Q: I have the pressure and energy of GaSb at five volumes, computed with revPBE-D3, and I need them at two smaller volumes. Can I extend the pressure curve with a ruler?

GaSb (F-43m, two-atom cell) at uniformly scaled volumes, computed with GPAW 26.7.0: revPBE-D3 without spin polarisation or spin–orbit coupling, PAW data sets (gpaw-data 1.2.1), 600 eV plane-wave cutoff, 6×6×6 k mesh, Fermi-Dirac smearing of 0.05 eV. Energies count from the minimum of the fitted energy–volume curve; positive pressure means compression.

| volume (Å³/atom) | energy (meV/atom) | pressure (GPa) |
| --- | --- | --- |
| 26.91 | ? | ? |
| 27.48 | ? | ? |
| 28.05 | 10.13 | 2.530 |
| 28.62 | 3.20 | 1.350 |
| 29.20 | 0.20 | 0.320 |
| 29.77 | 0.70 | -0.620 |
| 30.34 | 4.49 | -1.510 |

A: Look at the steps first. Volume is per atom, pressure is positive when the crystal is squeezed, and energy counts from the minimum of the calculation's fitted curve. From 30.34 to 29.77 Å³ the pressure rises by 0.89 GPa. From 28.62 to 28.05 Å³, an equal step, it rises by 1.18 GPa. The crystal stiffens as you compress it, and a ruler ignores that.

Q: Why should it stiffen?

A: Each Ga–Sb bond balances an attraction against a repulsion. Squeezing pushes the electron clouds into each other and raises their kinetic energy, and this repulsion grows faster than the attraction. That is the standard picture; the table shows only its outcome. The bulk modulus B, the pressure needed per relative loss of volume, rises from 47 GPa in the most stretched step to 59 GPa in the most compressed one shown.

Q: A quarter more stiffness seems a lot for such small changes.

A: The bond shortens by only 2% between the middles of those two steps, but volume goes as the cube of length, so it falls by 6%. For small changes, the relative rise in B is about B′ times the relative loss of volume, where B′ is the change of B with pressure. Tetrahedral semiconductors have B′ of roughly 4 to 5. With 4.5 you expect about 27%, close to what you see. The same rule gives a first guess for a related compound.

Q: How do I turn that into a pressure at 26.91 Å³?

A: With the Birch-Murnaghan equation, which expands the energy in the strain f = [(V₀/V)^(2/3) − 1]/2, where V is the volume and V₀ its value at zero pressure:

P = 3B₀ f (1 + 2f)^(5/2) [1 + 1.5(B′ − 4)f]

I keep B′ at 4.5 and fit V₀ and B₀, the modulus at V₀, to the five pressures by least squares. They come out at 29.38 Å³ and 49.45 GPa. At 26.91 Å³, which is not in the fit, f is 0.0301, so

P ≈ 3 × 49.45 × 0.0301 × 1.158 × 1.023 ≈ 5.3 GPa.

Q: Why not let the data choose B′ as well?

A: B′ acts through the last bracket, which is still close to one at the volumes you have. An error of a few hundredths of a GPa, from rounding or from a kink in the curve, can therefore sway it. Left free, it comes out at 3.84 and lowers the forecast at 26.91 Å³ to 5.17 GPa. I trust the known behaviour of such crystals more than that curvature.

Q: Then what do you commit to?

A: Both new pressure steps should exceed 1.18 GPa, the second more than the first, and the energy should rise faster than a parabola in volume. The energies come from the same expansion, fitted separately to the five energies. Each range allows for an error of 0.5 in B′ plus twice the root-mean-square misfit of the five rows.

- At 27.48 Å³: 3.83 ± 0.10 GPa and 21.41 ± 0.29 meV/atom.
- At 26.91 Å³: 5.28 ± 0.15 GPa and 37.54 ± 0.61 meV/atom.

Your ruler, laid through the two most compressed rows, gives 3.71 and 4.89 GPa.

The withheld rows as computed:

| volume (Å³/atom) | energy (meV/atom) | pressure (GPa) |
| --- | --- | --- |
| 26.91 | 38.16 | 5.390 |
| 27.48 | 21.59 | 3.880 |

Q: The ruler falls 0.50 GPa short at the smallest volume. But your values are all low too.

A: They are. Both pressures lie within their ranges, with misses of 0.05 and 0.11 GPa, and the steps grow as forecast. The energy at 27.48 Å³ is also a hit. At 26.91 Å³ it is 0.62 meV/atom too low, on the edge of the range, though a parabola with the same modulus would have reached only about 32 meV/atom.

Q: Do four low values have one cause?

A: Most likely the stretched rows misled the fit. The run also reports the band gap on its k mesh: 0.31 eV at 28.05 Å³, 0.16 eV at 28.62 Å³ and zero from 29.20 Å³ on. As the gap closes, electrons move into a conduction state whose energy, relative to the valence states, falls when the crystal expands. That favours expansion and so adds to the pressure of the stretched rows. The expected size fits: the gap falls by about 7 eV per unit of relative expansion, and if it lies at one point of the 216 on the mesh, as expected for Γ, moving two electrons there adds up to about 0.2 GPa. The curve shows the kink too: going to larger volume, B drops by 6 to 7 GPa per step up to 29.20 Å³ and by only 2 to 3 GPa beyond. The fit takes the flatter curve for a softer crystal, and its forecast for the squeezed side comes out low. A finer k mesh would test this, because each k point would then carry less weight.

Q: Could B′ simply be larger than 4.5?

A: The calculation's own summary gives 5.08, and with its constants the equation meets both new pressures to within 0.01 GPa. But that curve is fitted across the same closing of the gap, so its constants absorb part of the effect; without it, expect a B′ nearer 4.5 and a somewhat larger B₀. I had also seen the summary beforehand, and the zero of the energies is the minimum of that seven-volume curve, so the test was not fully blind.

Q: Why did the energy slip out of its range when the pressure stayed in?

A: It slipped by only 0.01 meV/atom, too little to count. I fitted volumes rounded to 0.01 Å³, and rounding 26.907 to 26.91 alone lowers the forecast by about 0.1 meV/atom at this pressure. What matters more is that every miss has the same sign. Neither range allowed for a change in the electronic state among the fitted rows. So before you fit such a curve for a semiconductor, check that the gap stays open at every volume, and wide compared with the smearing.

Q: Can I read these pressures as those of a real wafer at the same volume?

A: No, because they count from this functional's own equilibrium volume, for a lattice without thermal motion. At 28.62 Å³, the cell the calculation started from, it already reports 1.35 GPa. Real GaSb also has a band gap at its equilibrium volume, where this run has none on its mesh: functionals of this kind make gaps too small, and the expanded lattice narrows this one further. Compare crystals at equal relative compression, and expect the modulus itself to carry the errors of the functional and the mesh.
